# Electron-hole drag mobility in a flooded p-i-n base: the single-mass slip

**The section "Attempt (wrong)" contains a deliberate mistake, and its result of $6.16\times10^{3}$ cm²/(V s) must not be used.** The mended result follows it.

## Definitions and inputs

In the base of a forward-biased p-i-n diode at high injection $n\approx p$, and electrons and holes drift in opposite directions. Their Coulomb collisions act as a mutual friction. With drift velocities $\mathbf u_n$, $\mathbf u_p$ and $\mathbf w=\mathbf u_n-\mathbf u_p$, we define the drag mobilities through the mean force on one carrier:

$$\mathbf F_n=-\frac{q}{\mu_{eh}}\,\mathbf w ,\qquad \mathbf F_p=+\frac{q}{\mu_{he}}\,\mathbf w .$$

Here $q>0$ is the elementary charge. Formulas are in SI and results in cm-based units. We write $\varepsilon=\varepsilon_r\varepsilon_0$ and $K=q^2/4\pi\varepsilon$. Both species are nondegenerate Maxwellians at the lattice temperature $T$, displaced by drifts far below the thermal speed, in isotropic parabolic bands.

Inputs for Si at 300 K with $n=p=10^{17}$ cm⁻³:

- $\varepsilon_r=11.7$, a compiled value (Ioffe Institute, 300 K).
- Typical conductivity masses $m_n=0.26\,m_0$ and $m_p=0.37\,m_0$. One isotropic mass per band is a model, since the real electron valleys are anisotropic and holes are heavy or light.
- Typical lattice mobilities $\mu_n=1400$ and $\mu_p=450$ cm²/(V s).
- The effective densities of states are typically of order $10^{19}$ cm⁻³, so Boltzmann statistics hold.

Two lengths contain no mass: $\ell=K/kT=4.76$ nm, and the Debye length of both species, $\lambda_D=\sqrt{\varepsilon kT/q^2(n+p)}=9.14$ nm. Three figures are carried so that ratios can be followed. The physics supports fewer, as the last section shows.

## The cross section

A particle of mass $m$ and speed $g$ moving in the fixed potential $\pm K/r$ with impact parameter $b$ is deflected by $\theta$, where $\tan(\theta/2)=b_0/b$ and $b_0=K/mg^2$. The magnitude is the same for attraction and repulsion. Then $1-\cos\theta=2b_0^2/(b^2+b_0^2)$, and the momentum-transfer cross section, cut off at $b_{\max}$, is

$$\sigma_{tr}=\int_0^{b_{\max}}(1-\cos\theta)\,2\pi b\,db=4\pi b_0^2\,L,\qquad L=\tfrac12\ln\!\left(1+\frac{b_{\max}^2}{b_0^2}\right).$$

For a large argument $L\to\ln(b_{\max}/b_0)$. Formulas of the Conwell-Weisskopf type carry the full $\ln(1+\dots)=2L$, so check the convention before comparing prefactors.

## Attempt (wrong)

The attempt borrows the picture of ionized-impurity scattering.

**W1 (wrong).** An electron of velocity $\mathbf v$, measured in the frame that drifts with the holes, scatters off holes of density $p$. Use the cross section with $m=m_n$ and $g=v$. The electron loses momentum at the rate $p\,v\,\sigma_{tr}(v)\,m_n\mathbf v$.

**W2.** In that frame the electron distribution is $f_0(v)\,[1+m_n\mathbf v\cdot\mathbf w/kT]$ to first order in $\mathbf w$, with $f_0$ the normalized Maxwellian of mass $m_n$. The angular average of $\mathbf v(\mathbf v\cdot\mathbf w)$ is $v^2\mathbf w/3$, so

$$\mathbf F_n=-p\,\frac{m_n^2}{3kT}\,\langle v^3\sigma_{tr}\rangle\,\mathbf w=-\frac{4\pi pK^2}{3kT}\left\langle\frac{L}{v}\right\rangle\mathbf w .$$

**W3.** Write $\langle L/v\rangle=\ln\Lambda\,\langle 1/v\rangle$ with $\langle1/v\rangle=\sqrt{2m_n/\pi kT}$. The definition of $\mu_{eh}$ then gives

$$\mu_{eh}^{\rm wrong}=\frac{3(4\pi\varepsilon)^2(kT)^{3/2}}{4\sqrt{2\pi m_n}\,q^3\,p\ln\Lambda}.$$

**W4.** With $x=m_nv^2/2kT$ the weight $f_0\,v^{-1}d^3v$ is proportional to $e^{-x}dx$, and $b_0=\ell/2x$. Integrating by parts, with $z=\ell/2b_{\max}$,

$$\ln\Lambda=\int_0^\infty e^{-x}\,\tfrac12\ln\!\left(1+\frac{x^2}{z^2}\right)dx=-\mathrm{Ci}(z)\cos z+\left[\frac\pi2-\mathrm{Si}(z)\right]\sin z .$$

For $b_{\max}=\lambda_D$, $z=0.2604$ and $\ln\Lambda=1.096$. The prefactor is $p\,\mu\ln\Lambda=6.75\times10^{20}$ cm⁻¹V⁻¹s⁻¹, and the **wrong answer** is $\mu_{eh}^{\rm wrong}=6.16\times10^3$ cm²/(V s).

The number has the right units, the right scaling with $T$ and $p$, and a plausible size, so nothing in it looks odd by itself.

## The symptom

Repeat W1 to W4 for a hole moving among electrons. The same recipe puts $m_p$ under the root and gives $n\,\mu\ln\Lambda=5.66\times10^{20}$ cm⁻¹V⁻¹s⁻¹ and $\mu_{he}^{\rm wrong}=5.16\times10^3$ cm²/(V s).

Each collision hands to the hole exactly the momentum that the electron loses, so the force densities must cancel:

$$n\mathbf F_n+p\mathbf F_p=0\quad\Longleftrightarrow\quad p\,\mu_{eh}=n\,\mu_{he}.$$

At $n=p$ the two drag mobilities have to be equal. The attempt gives a ratio $\sqrt{m_p/m_n}=1.19$, which means that the holes feel 19% more friction than the electrons exert on them. Internal collisions would push the plasma as a whole.

The same defect shows in a transport code. For a flat carrier profile with $n=p$ and a field $E$ along one axis, force balance reads

$$u_n=-\mu_n\left(E+\frac{w}{\mu_{eh}}\right),\qquad u_p=\mu_p\left(E+\frac{w}{\mu_{he}}\right).$$

With $\mu_{eh}=\mu_{he}$ the brackets are equal, and the current ratio $J_n/J_p=-u_n/u_p$ stays at $\mu_n/\mu_p=3.11$ for any strength of the drag. With the two wrong values, subtraction gives $w=-(\mu_n+\mu_p)E/(1+\mu_n/\mu_{eh}+\mu_p/\mu_{he})$, and the current ratio moves to 3.30.

A limit gives a second test. For $m_p\to0$ the attempt is exact on the hole side, because the electrons then act as fixed centres, and the friction on the holes vanishes as $\sqrt{m_p}$. The reaction on the electrons must vanish with it, yet $\mu_{eh}^{\rm wrong}$ does not contain $m_p$ at all.

## The faulty line

The fault is W1. It treats the hole as a fixed centre at rest in the drifting frame, which is correct only for $m_p\to\infty$. A hole recoils, and it has a thermal velocity of its own. In a two-body collision the centre-of-mass velocity $\mathbf V=(m_n\mathbf v_n+m_p\mathbf v_p)/M$, with $M=m_n+m_p$, is conserved. The particle that moves in a fixed potential is a fictitious one, with the relative velocity $\mathbf g=\mathbf v_n-\mathbf v_p$ and the reduced mass

$$m_r=\frac{m_nm_p}{m_n+m_p}=0.1527\,m_0 .$$

W2 and W3 are correct algebra applied to the wrong variable. They also show where the mass survives. The factor $m^2$ from the momentum transfer and from the displacement cancels against $1/m^2$ in $b_0^2$, and only the mean inverse speed remains. For the classical cutoff, the whole slip is the use of $\langle1/v_n\rangle$ in place of $\langle1/g\rangle$. The thermal motion of the holes makes encounters faster, and faster Coulomb encounters transfer less momentum.

## Mended calculation

**Momentum transfer.** Since $\mathbf v_n=\mathbf V+(m_p/M)\,\mathbf g$, a collision that turns $\mathbf g$ into $\mathbf g'$ with $g'=g$ changes the electron momentum by $m_r(\mathbf g'-\mathbf g)$ and the hole momentum by the opposite amount. Averaged over the azimuth of the deflection this is $-m_r\mathbf g\,(1-\cos\theta)$, and now $b_0=K/m_rg^2$.

**Distribution of $\mathbf g$.** With $\mathbf U=(m_n\mathbf u_n+m_p\mathbf u_p)/M$,

$$\tfrac12m_n(\mathbf v_n-\mathbf u_n)^2+\tfrac12m_p(\mathbf v_p-\mathbf u_p)^2=\tfrac12M(\mathbf V-\mathbf U)^2+\tfrac12m_r(\mathbf g-\mathbf w)^2 ,$$

and the Jacobian from $(\mathbf v_n,\mathbf v_p)$ to $(\mathbf V,\mathbf g)$ has modulus one. At a common temperature the product of the two Maxwellians factorizes. The integral over $\mathbf V$ gives one, and $\mathbf g$ follows a Maxwellian of mass $m_r$ displaced by $\mathbf w$.

**Force.** To first order in $\mathbf w$,

$$\mathbf F_n=-p\,\frac{m_r^2}{3kT}\langle g^3\sigma_{tr}\rangle\,\mathbf w=-\frac{4\pi pK^2\ln\Lambda}{3kT}\sqrt{\frac{2m_r}{\pi kT}}\;\mathbf w ,$$

$$\boxed{\mu_{eh}=\frac{3(4\pi\varepsilon)^2(kT)^{3/2}}{4\sqrt{2\pi m_r}\,q^3\,p\ln\Lambda}},\qquad \ln\Lambda=\int_0^\infty e^{-x}L\,dx,\quad x=\frac{m_rg^2}{2kT}.$$

The hole side gives the same expression with $n$ in place of $p$, so $p\mu_{eh}=n\mu_{he}$ holds identically. For $m_p\to\infty$ the formula reduces to the attempt, and for $m_p\to0$ the friction vanishes as $\sqrt{m_p}$.

**Numbers.** The prefactor is $p\,\mu_{eh}\ln\Lambda=8.81\times10^{20}$ cm⁻¹V⁻¹s⁻¹. In terms of $x$ we again have $b_0=\ell/2x$, so the classical logarithm of W4 is unchanged at 1.096, and the model gives $\mu_{eh}=8.04\times10^3$ cm²/(V s).

**Scaling.** The product $p\mu_{eh}$ goes as $T^{3/2}/\ln\Lambda$. The logarithm is no small correction here. With the Debye cutoff $z\propto p^{1/2}T^{-3/2}$, and the local exponent $\partial\ln\mu_{eh}/\partial\ln T=\tfrac32+\tfrac32\,d\ln(\ln\Lambda)/d\ln z$ is only 0.5 at this density and temperature.

## Size of the error

At a fixed logarithm,

$$\frac{\mu_{eh}^{\rm wrong}}{\mu_{eh}}=\sqrt{\frac{m_r}{m_n}}=\sqrt{\frac{m_p}{m_n+m_p}}=0.766 .$$

The electron mass makes the mobility 23% too low and the friction 30% too high. The hole mass gives $\sqrt{m_r/m_p}=0.642$. Equal masses would give $1/\sqrt2$, and a typical heavy-hole mass of $0.49\,m_0$ in place of $m_p$ would give 0.81 for the electron-mass version.

The error grows if the logarithm itself contains the mass. Two other cutoffs are in use. The first sets $b_{\max}=p^{-1/3}/2=10.8$ nm, half the spacing of the scatterers, so that $z=0.2210$ in the formula of W4. The second treats the screened potential $K e^{-r/\lambda_D}/r$ in the Born approximation (Brooks-Herring type). There $d\sigma/d\Omega=(2m_rK/\hbar^2)^2/(Q^2+\lambda_D^{-2})^2$ with $Q^2=2k^2(1-\cos\theta)$ and $\hbar k=m_rg$, and integration over $Q^2$ from 0 to $4k^2$ gives $\sigma_{tr}=4\pi b_0^2L$ with

$$L=\tfrac12\left[\ln(1+\beta)-\frac{\beta}{1+\beta}\right],\qquad \beta=4k^2\lambda_D^2=\beta_1x,\qquad \beta_1=\frac{8m_rkT\lambda_D^2}{\hbar^2}.$$

This yields $\beta_1=34.6$ with $m_r$ and 59.0 with $m_n$. Mobilities in the table are in $10^3$ cm²/(V s).

| cutoff | $\ln\Lambda$ with $m_r$ | $\ln\Lambda$ with $m_n$ | $\mu_{eh}$ | $\mu_{eh}^{\rm wrong}$ | ratio |
|---|---|---|---|---|---|
| classical, $\lambda_D$ | 1.096 | 1.096 | 8.0 | 6.2 | 0.77 |
| classical, $p^{-1/3}/2$ | 1.218 | 1.218 | 7.2 | 5.5 | 0.77 |
| Born, screened | 1.087 | 1.319 | 8.1 | 5.1 | 0.63 |

The slip thus lowers $\mu_{eh}$ by 23% with a classical cutoff and by 37% with the Born logarithm.

**Effect on the diode.** With $\mu_{eh}=\mu_{he}$ the force balance gives $w=-(\mu_n+\mu_p)(E+w/\mu_{eh})$. The current is $J=-qpw=qp\mu_\Sigma E$, with

$$\frac1{\mu_\Sigma}=\frac1{\mu_n+\mu_p}+\frac1{\mu_{eh}} .$$

The drag adds to the inverse of the *sum* of the mobilities, once. The lattice sum is 1850 cm²/(V s). With the classical Debye cutoff the model gives $\mu_\Sigma=1.50\times10^3$ cm²/(V s), and the wrong $\mu_{eh}$ used for both species gives $1.42\times10^3$ cm²/(V s), which is 5% lower. The part of the base voltage due to drag is $V_{eh}=JW/(qp\mu_{eh})$ for a flat profile of width $W$. For assumed values $J=100$ A/cm² and $W=300$ µm it is 23 mV in the model and 30 mV with the slip.

## How far to trust the mended number

**The logarithm is near one.** Every cutoff fixes $\ln\Lambda$ only up to an additive term of order one, which here is as large as $\ln\Lambda$ itself. A Debye sphere holds $\tfrac{4\pi}{3}(n+p)\lambda_D^3=0.64$ carriers, so mean-field screening is marginal. The parameter $K/\hbar g$ at $x=1$ is about 0.8, whereas classical orbits need it large and the Born approximation needs it small. The closeness of the three table rows therefore does not measure the uncertainty. Static screening and the independence of the sign of the charge are further approximations.

**The displaced Maxwellian is an assumption.** It needs carrier-carrier collisions to outpace phonon scattering. Here the lattice time is $m_n\mu_n/q=0.21$ ps, and the drag time $m_n\mu_{eh}/q=1.2$ ps indicates the longer scale of Coulomb relaxation. To size the effect, take fixed scatterers, constant $L$ and a distortion $\delta f\propto f_0\,(\mathbf v\cdot\mathbf w)\,x^s$ with $x=mv^2/2kT$. The friction is proportional to $\int x^se^{-x}dx$ and the drift to $\int x^{s+3/2}e^{-x}dx$, so the friction per unit drift changes, relative to $s=0$, by $\Gamma(s+1)\Gamma(5/2)/\Gamma(s+5/2)$. This equals $3\pi/4=2.36$ for the acoustic-phonon shape $s=-1/2$ and $3\pi/32=0.29$ for the pure Coulomb shape $s=3/2$. Such factors exceed the mass slip.

**Against typical behaviour.** The mobility sum in injected Si at this density is typically about 1000 cm²/(V s), quoted here as general knowledge and not as a measurement. In the formula for $\mu_\Sigma$ it corresponds to $\mu_{eh}\approx2.2\times10^3$ cm²/(V s), so the model lies high by a factor of three to four in $\mu_{eh}$ and by about half in $\mu_\Sigma$. The wrong value happens to err toward the typical one. That is no point in its favour, since it violates momentum conservation and leaves most of the gap open. Quote the result as the model's, $\mu_{eh}\approx8\times10^3$ cm²/(V s), and test any implementation for $p\mu_{eh}=n\mu_{he}$ before fitting anything.